Dear colleague,

At $5\times10^{18}$ cm$^{-3}$ the conduction band of your GaAs layer is filled to more than four LO-phonon energies. The textbook emission rate, proportional to $N+1$, therefore cannot hold near the Fermi level, since most final states are occupied. Multiplying each rate by $1-f$ of the final state is also wrong if you want the decay of a small disturbance: at the Fermi level it gives exactly half the answer. Here is the derivation in full, followed by numbers.

## Premises

1. Carriers are quasiparticles $\mathbf k$ of sharp energy $E_k$ and occupation $f_k$. Scattering conserves spin, so all sums run over one spin direction.
2. Transitions follow the golden rule for a Hermitian perturbation. $S(\mathbf k,\mathbf k')$ is the rate for $\mathbf k\to\mathbf k'$ when $\mathbf k$ is full and $\mathbf k'$ is empty.
3. Occupations of different states are uncorrelated, $\langle n_kn_{k'}\rangle=f_kf_{k'}$.
4. Phonons stay in equilibrium, $N(\omega)=1/(e^{x}-1)$ with $x=\hbar\omega/k_BT$, where $\omega$ is an angular frequency.
5. The electrons are near $f_0(E)=1/(e^{(E-\mu)/k_BT}+1)$, and $S$ is held at its equilibrium value (fixed screening).

I write $f_0=f_0(E_k)$ and $f_0'=f_0(E_{k'})$.

## Step 1: the collision term

The perturbation moves an electron through $c^\dagger_{k'}c_k$. On a state with definite occupation numbers the squared norm of the result is $n_k(1-n_{k'})$. Averaging with premise 3 and subtracting the reverse process gives

$$C_k=\left.\frac{\partial f_k}{\partial t}\right|_{\rm coll}=-\sum_{k'}\Big[S(\mathbf k,\mathbf k')f_k(1-f_{k'})-S(\mathbf k',\mathbf k)f_{k'}(1-f_k)\Big].\tag{1}$$

## Step 2: elastic scattering

For a static potential $U$, $S=(2\pi/\hbar)|U_{k'k}|^2\delta(E_{k'}-E_k)$. Hermiticity gives $|U_{k'k}|^2=|U_{kk'}|^2$ and the delta function is even, so $S$ is symmetric. The bracket in (1) becomes $S\,[f_k-f_kf_{k'}-f_{k'}+f_{k'}f_k]$, the products cancel, and

$$C_k=-\sum_{k'}S(\mathbf k,\mathbf k')\,(f_k-f_{k'}).\tag{2}$$

No linearisation was needed. Blocking removes the flux $Sf_kf_{k'}$ from the forward and from the backward process alike. Degeneracy still affects impurity-limited mobility, through screening and through the energies that carry the current, but not through a factor $1-f$.

## Step 3: phonon rates and detailed balance

The coupling is $\sum g_\nu(\mathbf k',\mathbf k)\,c^\dagger_{k'}c_k\,(b_{\mathbf q\nu}+b^\dagger_{-\mathbf q\nu})$ with $\mathbf q=\mathbf k'-\mathbf k$. Time reversal gives $\omega_{-\mathbf q}=\omega_{\mathbf q}$ and Hermiticity gives $|g(\mathbf k',\mathbf k)|^2=|g(\mathbf k,\mathbf k')|^2$. With $\langle b^\dagger b\rangle=N$ and $\langle bb^\dagger\rangle=N+1$, for one branch,

$$S(\mathbf k,\mathbf k')=\frac{2\pi}{\hbar}|g|^2\Big[N\,\delta(E_{k'}-E_k-\hbar\omega)+(N+1)\,\delta(E_{k'}-E_k+\hbar\omega)\Big].\tag{3}$$

This $S$ is not symmetric: for $E_{k'}=E_k+\hbar\omega$ the upward rate carries $N$ and the downward one $N+1$. Use $N/(N+1)=e^{-x}$ and $f_0/(1-f_0)=e^{-(E-\mu)/k_BT}$. The ratio of upward to downward flux in equilibrium is

$$\frac{N f_0(1-f_0')}{(N+1)f_0'(1-f_0)}=e^{-x}\,\frac{e^{-(E_k-\mu)/k_BT}}{e^{-(E_k+\hbar\omega-\mu)/k_BT}}=1 .$$

Exchanging the labels covers $E_{k'}=E_k-\hbar\omega$. So pair by pair

$$P_{kk'}\equiv S(\mathbf k,\mathbf k')f_0(1-f_0')=S(\mathbf k',\mathbf k)f_0'(1-f_0)=P_{k'k},\tag{4}$$

and $f_0$ makes (1) vanish.

## Step 4: linearisation

Put $f=f_0+\delta f$ in (1). To first order, $f_k(1-f_{k'})$ changes by $(1-f_0')\delta f_k-f_0\,\delta f_{k'}$ and $f_{k'}(1-f_k)$ changes by $(1-f_0)\delta f_{k'}-f_0'\,\delta f_k$. Collecting terms,

$$C_k=-\delta f_k\sum_{k'}\big[S(\mathbf k,\mathbf k')(1-f_0')+S(\mathbf k',\mathbf k)f_0'\big]+\sum_{k'}\big[S(\mathbf k',\mathbf k)(1-f_0)+S(\mathbf k,\mathbf k')f_0\big]\delta f_{k'}.\tag{5}$$

If the disturbance sits in one state or a small group of states, the second sum has negligible weight and $\delta f_k$ decays at the rate

$$\frac1{\tau_k}=\sum_{k'}\big[S(\mathbf k,\mathbf k')(1-f_0')+S(\mathbf k',\mathbf k)f_0'\big].\tag{6}$$

The first term is the expected one: the extra electron leaves into an empty state. The second is the one usually forgotten: while the extra electron sits in $\mathbf k$ it blocks electrons that would have scattered in, and this lost inflow also reduces the excess. From (4), $S(\mathbf k',\mathbf k)f_0'=S(\mathbf k,\mathbf k')(1-f_0')\,f_0/(1-f_0)$, and $1+f_0/(1-f_0)=1/(1-f_0)$, so

$$\frac1{\tau_k}=\sum_{k'}S(\mathbf k,\mathbf k')\,\frac{1-f_0'}{1-f_0}.\tag{7}$$

For elastic scattering $f_0'=f_0$ and the factor is one, in agreement with (2). Keeping only the first term of (6) gives $(1-f_0)/\tau_k$, which is half of (7) at $E=\mu$ and far too small below it.

## Step 5: the phonon factors

Insert (3) in (6) and sort by final energy. For $E_{k'}=E+\hbar\omega$ the outward process is absorption and the blocked inward one is emission:

$$N(1-f_0')+(N+1)f_0'=N+f_0(E+\hbar\omega).$$

For $E_{k'}=E-\hbar\omega$ the roles are exchanged:

$$(N+1)(1-f_0')+Nf_0'=N+1-f_0(E-\hbar\omega).$$

The products $Nf_0'$ cancel, as in step 2; only spontaneous emission, the 1 in $N+1$, feels the Fermi sea. Therefore

$$\frac1{\tau_k}=\frac{2\pi}{\hbar}\sum_{k'}|g|^2\Big\{[N+f_0(E+\hbar\omega)]\,\delta(E_{k'}-E-\hbar\omega)+[N+1-f_0(E-\hbar\omega)]\,\delta(E_{k'}-E+\hbar\omega)\Big\}.\tag{8}$$

Three properties follow.

- Since $1-f_0(\mu-\varepsilon)=f_0(\mu+\varepsilon)$, the upper factor at $E=\mu+\varepsilon$ equals the lower factor at $E=\mu-\varepsilon$. Electrons above $\mu$ and holes below it are treated alike.
- At $T=0$ the lower factor is one for $E>\mu+\hbar\omega$ and zero below: an added electron emits. The upper factor is one for $E<\mu-\hbar\omega$ and zero above: a hole is filled by an electron that emits on its way down. For $|E-\mu|<\hbar\omega$ a dispersionless phonon causes no decay at all.
- With $y=(E-\mu)/k_BT$, the identity $f_0(E-\hbar\omega)-f_0(E+\hbar\omega)=\sinh x/(\cosh x+\cosh y)$ and $2N+1=\coth(x/2)$ give the sum of the two factors,

$$G(x,y)=\coth\frac x2-\frac{\sinh x}{\cosh x+\cosh y}.\tag{9}$$

$G$ is smallest at $y=0$ and returns to $2N+1$ for $|y|\gg\max(x,1)$.

## Step 6: the in-scattering term

Write $\delta f_k=f_0(1-f_0)\phi_k$. By (7) and (4) the first sum in (5) becomes $-\phi_k\sum_{k'}P_{kk'}$. In the second sum the same manipulation turns the bracket into $S(\mathbf k',\mathbf k)(1-f_0)/(1-f_0')$, and multiplication by $f_0'(1-f_0')\phi_{k'}$ gives $P_{k'k}\phi_{k'}$. Hence

$$C_k=-\sum_{k'}P_{kk'}(\phi_k-\phi_{k'})=-f_0(1-f_0)\sum_{k'}S(\mathbf k,\mathbf k')\frac{1-f_0'}{1-f_0}\,(\phi_k-\phi_{k'}).\tag{10}$$

The symmetry of $P$ gives $\sum_kC_k=0$, and a constant $\phi$, a shift of $\mu$, does not relax.

For transport take charge $-e$, a weak uniform field $\mathbf F$ and an isotropic band. The steady state is $-e\mathbf F\cdot\mathbf v\,\partial f_0/\partial E=C_k$, with $-\partial f_0/\partial E=f_0(1-f_0)/k_BT$. Set $\phi_k=-(eF/k_BT)\,\ell(E)\cos\theta$, with $\theta$ the angle between $\mathbf k$ and $\mathbf F$. The azimuthal average around $\mathbf k$ turns $\cos\theta'$ into $\cos\theta\cos\Theta$, where $\Theta$ is the scattering angle, and

$$v(E)=\sum_{k'}S(\mathbf k,\mathbf k')\frac{1-f_0'}{1-f_0}\,\big[\ell(E)-\ell(E_{k'})\cos\Theta\big].\tag{11}$$

The same blocking factor weights both terms. For elastic scattering (11) gives $\ell=v\tau_m$ with the weight $1-\cos\Theta$. For LO phonons it links $E$ to $E\pm\hbar\omega$, and $\tau_k$ of (8) is a lifetime, of energy width $\hbar/\tau_k$, not a transport time.

## Step 7: the Fermi level

Define the dimensionless spectral function, summed over branches,

$$\alpha^2F_k(E',\omega)=\sum_{k'\nu}|g_\nu|^2\,\delta(E'-E_{k'})\,\delta(\hbar\omega-\hbar\omega_{\mathbf q\nu}).$$

Inserting $1=\int d(\hbar\omega)\,\delta(\hbar\omega-\hbar\omega_{\mathbf q\nu})$ in (8) gives, with no further approximation,

$$\frac1{\tau_k}=2\pi\int_0^\infty d\omega\,\Big\{\alpha^2F_k(E+\hbar\omega,\omega)\,[N+f_0(E+\hbar\omega)]+\alpha^2F_k(E-\hbar\omega,\omega)\,[N+1-f_0(E-\hbar\omega)]\Big\}.\tag{12}$$

At $E=\mu$ the two brackets are equal:

$$N+\frac1{e^x+1}=\frac1{e^x-1}+\frac1{e^x+1}=\frac{2e^x}{e^{2x}-1}=\frac1{\sinh x}.$$

Only the sum $\alpha^2F_k(\mu+\hbar\omega,\omega)+\alpha^2F_k(\mu-\hbar\omega,\omega)$ enters. If $\alpha^2F_k$ is smooth in $E'$, the linear terms cancel and the sum is $2\alpha^2F(\omega)$, with $\alpha^2F(\omega)\equiv\alpha^2F_k(\mu,\omega)$, up to second order in $\hbar\omega$. Then

$$\frac1{\tau(\mu)}=4\pi\int_0^\infty\frac{\alpha^2F(\omega)}{\sinh(\hbar\omega/k_BT)}\,d\omega.\tag{13}$$

At high temperature $1/\sinh x=1/x-x/6+\dots$. With $\lambda=2\int\alpha^2F\,d\omega/\omega$ and $\langle\omega^2\rangle=(2/\lambda)\int\alpha^2F\,\omega\,d\omega$,

$$\frac1{\tau(\mu)}=\frac{2\pi\lambda k_BT}{\hbar}\left[1-\frac{\hbar^2\langle\omega^2\rangle}{6k_B^2T^2}+\dots\right].\tag{14}$$

The unblocked factor $2N+1=2/x+\dots$ has the same leading term as $2/\sinh x$, so blocking drops out when the phonons are classical and the scattering is nearly elastic. At low temperature, if $\alpha^2F=b\,\omega^2$ at small $\omega$, the integral $\int_0^\infty x^2dx/\sinh x=7\zeta(3)/2$ gives $1/\tau=14\pi\zeta(3)\,b\,(k_BT/\hbar)^3$.

For a single frequency $\omega_0$, $\alpha^2F=(\lambda\omega_0/2)\,\delta(\omega-\omega_0)$ and $1/\tau=2\pi\lambda\omega_0/\sinh x$. The ratio of the blocked to the unblocked rate is

$$\frac{2/\sinh x}{\coth(x/2)}=\frac1{\cosh^2(x/2)}.\tag{15}$$

## Range of validity

The golden rule with sharp energies needs $\hbar/\tau\ll k_BT$ and weak coupling. Equation (2) rests on the symmetry of $S$; skew scattering, which appears beyond lowest order, lies outside premise 2. Equations (5) to (15) need $|\phi|\ll1$, so they fail for hot carriers and strong pumping, where (1) must be solved as it stands. Premise 4 excludes hot phonons and phonon drag. Equations (7), (8) and (12) hold for any band shape and any degeneracy; for $f_0\ll1$ they return $N$ and $N+1$. Equations (13) to (15) need $\mu$ more than $\hbar\omega$ above the band edge and a coupling smooth in the final energy. Finally, $\tau_k$ is the phonon share of the lifetime only.

## Illustration: LO phonons in n-GaAs at 300 K

The model is a parabolic $\Gamma$ valley with an assumed $n=5\times10^{18}$ cm$^{-3}$ at $T=300$ K. The measured inputs are compiled values: $m^*=0.067\,m_e$ (0 K, used unchanged; Vurgaftman 2001), $\varepsilon_s=12.87$ (Rakita 2019), $\varepsilon_\infty=10.88$ (Skelton 2020), LO 293 cm$^{-1}$ and TO 271 cm$^{-1}$ (temperature not stated; Han 2011).

**Statistics.** $\hbar\omega=36.33$ meV and $k_BT=25.85$ meV give $x=1.405$ and $N=0.325$. Next, $k_F=(3\pi^2n)^{1/3}=0.529$ nm$^{-1}$ and $E_F=159.1$ meV. With $N_c=2(m^*k_BT/2\pi\hbar^2)^{3/2}=4.35\times10^{17}$ cm$^{-3}$, the condition $n=N_c\mathcal F_{1/2}(\mu/k_BT)$, where $\mathcal F_{1/2}$ is the Fermi–Dirac integral normalised to $e^{\mu/k_BT}$ in the dilute limit, gives $\mu/k_BT=6.02$, or $\mu=155.5$ meV above the band edge.

| $E-\mu$ | $N+f_0(E+\hbar\omega)$ | $N+1-f_0(E-\hbar\omega)$ | sum $G$ | outward term only, $(1-f_0)G$ |
|---|---|---|---|---|
| $-\hbar\omega$ | 0.825 | 0.382 | 1.207 | 0.238 |
| $0$ | 0.522 | 0.522 | 1.044 | 0.522 |
| $+\hbar\omega$ | 0.382 | 0.825 | 1.207 | 0.969 |
| $+2\hbar\omega$ | 0.340 | 1.128 | 1.468 | 1.384 |
| no blocking | 0.325 | 1.325 | 1.650 | 1.650 |

These factors depend only on $x$ and $E-\mu$. At $\mu$ the emission term falls to 0.394 of its unblocked value, the absorption term rises by a factor 1.61, and (15) gives 0.633.

**Coupling.** The plasma energy $\hbar(ne^2/\varepsilon_0\varepsilon_\infty m^*)^{1/2}=97$ meV lies well above the phonon, so the electrons screen the polar field. In the static Thomas–Fermi form the total dielectric function is $\varepsilon_\infty[\epsilon_q+\Delta/(\omega_{TO}^2-\omega^2)]$ with $\epsilon_q=1+q_s^2/q^2$ and $\Delta=\omega_{LO}^2-\omega_{TO}^2$. Its inverse is $(\varepsilon_\infty\epsilon_q)^{-1}[1-(\Delta/\epsilon_q)/(\omega_q^2-\omega^2)]$ with $\omega_q^2=\omega_{TO}^2+\Delta/\epsilon_q$. The numerator of the phonon pole is thus reduced by $\epsilon_q^2$, and the mode softens towards TO at small $q$. I keep the first effect, hold the frequency at LO, and size the second effect below. The Fröhlich coupling in a volume $V$ is then

$$|g|^2=\frac{e^2\hbar\omega}{2\varepsilon_0V}\left(\frac1{\varepsilon_\infty}-\frac1{\varepsilon_s}\right)\frac{q^2}{(q^2+q_s^2)^2}.$$

Here $q_s^2=4k_F/\pi a^*$ with $a^*=a_0\varepsilon_\infty m_e/m^*=8.59$ nm, so $q_s=0.280$ nm$^{-1}$ and $E_s=\hbar^2q_s^2/2m^*=44.6$ meV. This is the $T=0$ form; 300 K lowers $q_s$ by about 1 %.

Define $W_\pm=(2\pi/\hbar)\sum_{k'}|g|^2\delta(E_{k'}-E\mp\hbar\omega)$. The sum over $\mathbf k'$ is $V(2\pi)^{-2}\int k'^2dk'\,d\cos\Theta$, the delta function leaves $m^*k'/\hbar^2$, and $q^2=k^2+k'^2-2kk'\cos\Theta$ gives $|d\cos\Theta|=d(q^2)/2kk'$. With $u=\hbar^2q^2/2m^*$ running between $u_{1,2}=(\sqrt E\mp\sqrt{E'})^2$,

$$W=\frac{\alpha_F\,\omega}{2}\sqrt{\frac{\hbar\omega}{E}}\;L,\qquad L=\int_{u_1}^{u_2}\frac{u\,du}{(u+E_s)^2}=\ln\frac{u_2+E_s}{u_1+E_s}-\frac{E_s}{u_1+E_s}+\frac{E_s}{u_2+E_s},\tag{16}$$

where $\alpha_F=(e^2/4\pi\varepsilon_0\hbar)(m^*/2\hbar\omega)^{1/2}(\varepsilon_\infty^{-1}-\varepsilon_s^{-1})=0.0712$ and $\alpha_F\omega=3.93$ ps$^{-1}$. At $E=\mu$ the prefactor of $L$ is 0.95 ps$^{-1}$, and (8) reads $1/\tau=(W_++W_-)/\sinh x$. Rates below are in ps$^{-1}$; their third figure serves only for comparisons within the model.

| | $L_+$ | $L_-$ | $W_+$ | $W_-$ | $NW_++(N+1)W_-$ | $1/\tau$ from (8) | ratio |
|---|---|---|---|---|---|---|---|
| unscreened, $E_s=0$ | 5.90 | 5.42 | 5.60 | 5.15 | 8.64 | 5.61 | 0.649 |
| screened | 1.87 | 1.66 | 1.77 | 1.58 | 2.66 | 1.75 | 0.656 |

Screening changes the rate threefold and the blocking ratio hardly at all. Both ratios lie a little above the 0.633 of (15), because $W_+>W_-$ favours the enhanced term. In the screened model the emission term drops from 2.09 to 0.82 ps$^{-1}$ and the absorption term rises from 0.58 to 0.92 ps$^{-1}$. The lifetime at $\mu$ is 0.57 ps, against 0.38 ps without blocking and 1.1 ps with the outward term alone.

**Test of (13).** Setting $E'=E=\mu$ in (16) gives $L_0=1.77$ and $W_0=1.68$ ps$^{-1}$. Since $W_0=2\pi\int\alpha^2F\,d\omega=\pi\lambda\omega$, $\lambda=0.0097$. Equation (13) then gives $2W_0/\sinh x=1.76$ ps$^{-1}$ against 1.75, although $\hbar\omega/\mu=0.23$ is not very small; this is the cancellation of linear terms. Without screening $u_1=0$ makes $L_0$ diverge logarithmically, so (13) is unusable there and (12) must be kept. The limit $2\pi\lambda k_BT/\hbar=2.39$ ps$^{-1}$ is too high by $\sinh x/x=1.36$: room temperature is not yet high.

**Cooling.** At 77 K, $x=5.47$, each factor at $\mu$ is $1/\sinh x=0.0084$, and (15) gives 0.017, a suppression by a factor of 60.

**Neglected terms.**

- Softening. The weight in $L$ per unit $q$, $q^3/(q^2+q_s^2)^2$, peaks at $q=\sqrt3\,q_s$, where $\omega_q$ is 288 cm$^{-1}$. In the extreme case of the TO frequency, $1/\sinh x$ rises by 13 % at 300 K, where (15) moves to 0.673, and by a factor 1.5 at 77 K.
- Form of the screening. The static limit needs $\omega\ll qv_F$, with $v_F=\hbar k_F/m^*$. The ratio $\omega/qv_F$ is 0.22 at $q=q_s$, and only 11 % of $L_0$ comes from smaller $q$. The static Lindhard response at $T=0$ is half the Thomas–Fermi one at $q=2k_F$, which raises $|g|^2$ by 7 % there and by less at smaller $q$.
- Nonparabolicity. Take $E(1+aE)=\hbar^2k^2/2m^*$ with the approximate two-band form $a=(1-m^*/m_e)^2/E_g=0.61$ eV$^{-1}$ for the compiled gap of 1.42 eV (Wing 2021). Then $E_F$ drops to 146 meV and the mass $\hbar k/v=m^*(1+2aE)$ at $E_F$ rises by 18 %. The absolute rates are uncertain at this level, while the table of factors is untouched.
- Upper valleys. The L minima, typically about 0.3 eV above $\Gamma$, lie beyond the final states used at $E=\mu$.
- Broadening. $\hbar/\tau=1.15$ meV (3.7 meV unscreened) is small against $k_BT$, so premise 1 holds for this channel.
- Electron–electron scattering. Its width at $\mu$ has the scale $(k_BT)^2/E_F=4.2$ meV times a coefficient of order one, so it equals or exceeds the LO width in a total linewidth.

The 0.57 ps is the model's LO lifetime at the Fermi level, so read it as about 0.6 ps, and do not convert it into a mobility. The product $e\tau/m^*$ would be $1.5\times10^{4}$ cm$^2$/V s, about an order of magnitude above the 1500 to 2000 cm$^2$/V s typical of this doping, because ionised donors dominate momentum relaxation there, and by (2) their scattering carries no blocking factor. What transfers to your sample is the ratio: at 300 K the Fermi sea cuts the LO decay rate at $\mu$ to about two thirds, with emission down to 0.39 of the unblocked value and part of the loss returned through the absorption term.